**Quantum defects and eigenvalue shortfall of one outer electron in Os⁺**

The table holds binding energies, quantum defects, Kohn-Sham eigenvalues and mean radii of an outer s, p, d or f electron over the spherical 5d⁶ core of Os²⁺, from all-electron, scalar-relativistic, spin-polarised LDA. The program tests the Coulomb radius implied by the effective quantum number, compares the defects with the number of occupied shells of the same $l$, and evaluates a frozen-orbital self-interaction model on hydrogenic orbitals scaled to the tabulated radii. The radius formula holds to about 6 % and the model for the eigenvalue shortfall to 5–8 % of the tabulated values, except for 6p (13 % and 15 %). The shortfall is close to one third of the self-repulsion integral for 7p and 6d and falls roughly as the inverse radius. The nearly constant overbinding of the f rows, about 0.3 eV, is fitted, on hydrogenic weights inside the core, with one short-range amplitude to 0.07 eV rms alone and to 0.025 eV on top of the self-interaction term, which suggests but does not establish that both contribute.

All-electron calculations with Quantum ESPRESSO 7.5 (ld1.x) for spherical Os⁺ with a point nucleus, in scalar-relativistic, spin-polarised LDA (VWN5). One spin-up electron is placed in the outer orbital over Os²⁺ [Xe] 4f¹⁴ 5d⁶, with 5d at highest spin. Excitation energies from [Xe] 4f¹⁴ 5d⁶ 6s¹ and binding energies relative to Os²⁺ are total-energy differences.

## Numerical check

```python
# Table: Os+ with one outer electron over a 5d6 core; ld1.x, LDA-VWN5, scalar-relativistic, spin-polarised, spherical.
# Tested: Coulomb radius from n*, defect vs filled shells, eigenvalue shortfall and f-series excess vs self-interaction.
T = {
    'outer_orbital': ['7s', '6p', '7p', '6d', '7d', '5f', '6f', '7f'],
    'excitation_energy': [11.074, 6.5002, 12.698, 12.297, 14.631, 14.325, 15.506, 16.225],  # eV
    'binding_energy': [6.922, 11.496, 5.2983, 5.6986, 3.365, 3.6714, 2.4896, 1.7708],  # eV
    'quantum_defect': [4.196, 3.824, 3.795, 2.91, 2.978, 1.15, 1.325, 1.456],
    'outer_eigenvalue': [-5.5184, -8.637, -4.187, -4.2076, -2.6223, -2.5981, -1.8854, -1.3902],  # eV
    'outer_mean_radius': [6.2089, 3.5211, 7.6788, 5.9979, 11.297, 8.0695, 13.885, 21.162],  # bohr
    'eig_over_binding': [0.797, 0.751, 0.79, 0.738, 0.779, 0.708, 0.757, 0.785],
}
import numpy as np
from scipy.constants import physical_constants as pc
from scipy.special import eval_genlaguerre
from scipy.integrate import trapezoid as tz, cumulative_trapezoid as ct
Ha = pc['Hartree energy in eV'][0]
lab = list(T['outer_orbital']); ix = {k: i for i, k in enumerate(lab)}
n = np.array([int(k[0]) for k in lab]); l = np.array(['spdf'.index(k[1]) for k in lab])
B, X, d, e, R, q = (np.array(T[k], float) for k in ['binding_energy', 'excitation_energy',
    'quantum_defect', 'outer_eigenvalue', 'outer_mean_radius', 'eig_over_binding'])
ns = np.sqrt(2*Ha/B); cnt = np.array([5, 4, 3, 1])[l]; n0 = np.rint(ns).astype(int)
I = (B+X).mean()
print(f"binding+excitation: mean {I:.3f} eV, spread {np.ptp(B+X):.4f}; 6s n* {np.sqrt(2*Ha/I):.3f}, defect {6-np.sqrt(2*Ha/I):.3f}")
print(f"defect recomputed, largest difference {abs(n-ns-d).max():.4f} (rounding 0.0005)")
rc = (3*ns**2-l*(l+1))/4
print("orb  n*   filled shells  defect-filled  r Coulomb  r table (bohr)  error %")
for i, k in enumerate(lab):
    print(f"{k} {ns[i]:.3f} {cnt[i]} {d[i]-cnt[i]:+.3f} {rc[i]:.2f} {R[i]:.2f} {100*(rc[i]/R[i]-1):+.1f}")
print(f"n=7 defect steps: s-p {d[ix['7s']]-d[ix['7p']]:.3f}, p-d {d[ix['7p']]-d[ix['7d']]:.3f}, d-f {d[ix['7d']]-d[ix['7f']]:.3f}")
r = np.linspace(1e-4, 160, 32001)
def dens(nn, ll, Z):
    x = 2*Z*r/nn; P2 = (x**(ll+1)*np.exp(-x/2)*eval_genlaguerre(nn-ll-1, 2*ll+1, x))**2
    return P2/tz(P2, r)
def ec(rho):  # VWN5, fully polarised gas, hartree
    A, x0, b, c = 0.01554535, -0.325, 7.06042, 18.0578
    x = (3/(4*np.pi*rho))**(1/6); Q = np.sqrt(4*c-b*b); Xx = x*x+b*x+c; at = np.arctan(Q/(2*x+b))
    return A*(np.log(x*x/Xx)+2*b/Q*at-b*x0/(x0*x0+b*x0+c)*(np.log((x-x0)**2/Xx)+2*(b+2*x0)/Q*at))
def selfterms(nn, ll, rm):
    P2 = dens(nn, ll, (3*nn*nn-ll*(ll+1))/(2*rm)); rho = np.maximum(P2/(4*np.pi*r*r), 1e-30)
    U = tz(P2*ct(P2, r, initial=0)/r, r); Ex = -0.75*(6/np.pi)**(1/3)*tz(P2*rho**(1/3), r)
    Ec = lambda s: s*tz(P2*ec(s*rho), r)
    return np.array([U, Ex, Ec(1.0), (Ec(1.001)-Ec(0.999))/0.002])*Ha
U, Ex, Ec, Vc = np.array([selfterms(n0[i], l[i], R[i]) for i in range(len(lab))]).T
s = B+e; sm = U+Ex/3+Vc-Ec; SI = U+Ex+Ec; dc = n-np.sqrt(2*Ha/(B+SI))
print("orb shape shortfall model (eV) error % | shortfall*r (eV bohr) | ratio table model")
for i, k in enumerate(lab):
    print(f"{k} {n0[i]}{k[1]} {s[i]:.3f} {sm[i]:.3f} {100*(sm[i]/s[i]-1):+.1f} | {s[i]*R[i]:.2f} | {q[i]:.3f} {1-sm[i]/B[i]:.3f}")
p = np.polyfit(np.log(R), np.log(s), 1)[0]
print(f"exponent of shortfall vs radius {p:.2f}; mean shortfall*r {np.mean(s*R):.2f} eV bohr")
F0 = {'7p': 3.179845, '6d': 4.08377}  # self-repulsion integrals, eV, outputs of the same runs
for k, v in F0.items():
    print(f"{k}: F0 run {v:.3f} eV, model 2U {2*U[ix[k]]:.3f}, F0/3 {v/3:.3f}, shortfall/F0 {s[ix[k]]/v:.3f}")
print("orb  U  Ex  Ec  sum (eV) | defect table, with sum removed | defect shift per 0.1 eV")
for i, k in enumerate(lab):
    print(f"{k} {U[i]:.3f} {Ex[i]:.3f} {Ec[i]:.3f} {SI[i]:+.3f} | {d[i]:.3f} {dc[i]:.3f} | {0.1*ns[i]**3/(4*Ha):.3f}")
f = l == 3; ex = B[f]-2*Ha/n0[f]**2
Rc = 3.647  # bohr, radius at density 0.001 of the Os2+ run
w = np.array([tz(dens(m, 3, 2.0)*(r < Rc), r) for m in n0[f]])
fm = lambda a, g='+.3f': ' '.join(format(v, g) for v in a)
print("f rows 5f 6f 7f: excess over hydrogenic n=4,5,6 (eV)", fm(ex), "(rounding 0.0001)")
print("hydrogenic weight inside the core radius", fm(w, '.4f'), "relative", fm(w/w[0], '.2f'))
print("excess relative to 5f", fm(ex/ex[0], '.2f'), "; hydrogenic radii (bohr)", fm((3*n0[f]**2-12)/4, '.2f'))
print("self term alone: gives", fm(-SI[f]), "residual", fm(ex+SI[f]))
for name, base in [('short-range alone', 0*ex), ('self + short-range', -SI[f])]:
    a = (w@(ex-base))/(w@w); res = ex-base-a*w
    print(f"{name}: short-range part", fm(a*w), "residual", fm(res), f"rms {np.sqrt(np.mean(res**2)):.3f} eV")
print(f"7d minus 5f excitation {X[ix['7d']]-X[ix['5f']]:.3f} eV")
# outputs of the same runs: 5d up level in Os2+ and in the 5f row (eV), <1/r> of 5f, radius of 4f up
print(f"5f row: 5d up level rises {24.19729-20.41793:.2f} eV, <1/r> of 5f {0.1437507*Ha:.2f} eV, r(5f)/r(4f) {R[ix['5f']]/0.557812:.1f}")
assert np.ptp(B+X) < 0.002
assert B[ix['7s']] > B[ix['7p']] > B[ix['7d']] > B[ix['7f']]
assert d[ix['6p']] > d[ix['7p']] and d[ix['6d']] < d[ix['7d']] and np.all(np.diff(d[f]) > 0)
assert -1.3 < p < -0.8 and all(0.3 < s[ix[k]]/v < 0.4 for k, v in F0.items())
```

It prints:

```
binding+excitation: mean 17.996 eV, spread 0.0008; 6s n* 1.739, defect 4.261
defect recomputed, largest difference 0.0005 (rounding 0.0005)
orb  n*   filled shells  defect-filled  r Coulomb  r table (bohr)  error %
7s 2.804 5 -0.804 5.90 6.21 -5.0
6p 2.176 4 -0.176 3.05 3.52 -13.4
7p 3.205 4 -0.205 7.20 7.68 -6.2
6d 3.090 3 -0.090 5.66 6.00 -5.6
7d 4.022 3 -0.022 10.63 11.30 -5.9
5f 3.850 1 +0.150 8.12 8.07 +0.6
6f 4.675 1 +0.325 13.40 13.88 -3.5
7f 5.544 1 +0.456 20.05 21.16 -5.3
n=7 defect steps: s-p 0.401, p-d 0.817, d-f 1.522
orb shape shortfall model (eV) error % | shortfall*r (eV bohr) | ratio table model
7s 3s 1.404 1.291 -8.0 | 8.71 | 0.797 0.813
6p 2p 2.859 2.438 -14.7 | 10.07 | 0.751 0.788
7p 3p 1.111 1.048 -5.7 | 8.53 | 0.790 0.802
6d 3d 1.491 1.398 -6.3 | 8.94 | 0.738 0.755
7d 4d 0.743 0.700 -5.7 | 8.39 | 0.779 0.792
5f 4f 1.073 1.024 -4.6 | 8.66 | 0.708 0.721
6f 5f 0.604 0.563 -6.7 | 8.39 | 0.757 0.774
7f 6f 0.381 0.358 -6.0 | 8.05 | 0.785 0.798
exponent of shortfall vs radius -1.11; mean shortfall*r 8.72 eV bohr
7p: F0 run 3.180 eV, model 2U 3.183, F0/3 1.060, shortfall/F0 0.349
6d: F0 run 4.084 eV, model 2U 4.099, F0/3 1.361, shortfall/F0 0.365
orb  U  Ex  Ec  sum (eV) | defect table, with sum removed | defect shift per 0.1 eV
7s 1.964 -1.845 -0.305 -0.186 | 4.196 4.158 | 0.020
6p 3.509 -3.004 -0.400 +0.105 | 3.824 3.834 | 0.009
7p 1.592 -1.471 -0.268 -0.147 | 3.795 3.750 | 0.030
6d 2.049 -1.781 -0.302 -0.033 | 2.910 2.901 | 0.027
7d 1.079 -1.002 -0.212 -0.135 | 2.978 2.895 | 0.060
5f 1.524 -1.347 -0.256 -0.079 | 1.150 1.108 | 0.052
6f 0.877 -0.818 -0.187 -0.128 | 1.325 1.200 | 0.094
7f 0.575 -0.552 -0.143 -0.120 | 1.456 1.258 | 0.157
f rows 5f 6f 7f: excess over hydrogenic n=4,5,6 (eV) +0.270 +0.313 +0.259 (rounding 0.0001)
hydrogenic weight inside the core radius 0.0126 0.0095 0.0064 relative 1.00 0.76 0.51
excess relative to 5f 1.00 1.16 0.96 ; hydrogenic radii (bohr) 9.00 15.75 24.00
self term alone: gives +0.079 +0.128 +0.120 residual +0.191 +0.185 +0.139
short-range alone: short-range part +0.349 +0.263 +0.178 residual -0.079 +0.049 +0.081 rms 0.071 eV
self + short-range: short-range part +0.219 +0.166 +0.112 residual -0.028 +0.019 +0.027 rms 0.025 eV
7d minus 5f excitation 0.306 eV
5f row: 5d up level rises 3.78 eV, <1/r> of 5f 3.91 eV, r(5f)/r(4f) 14.5
```
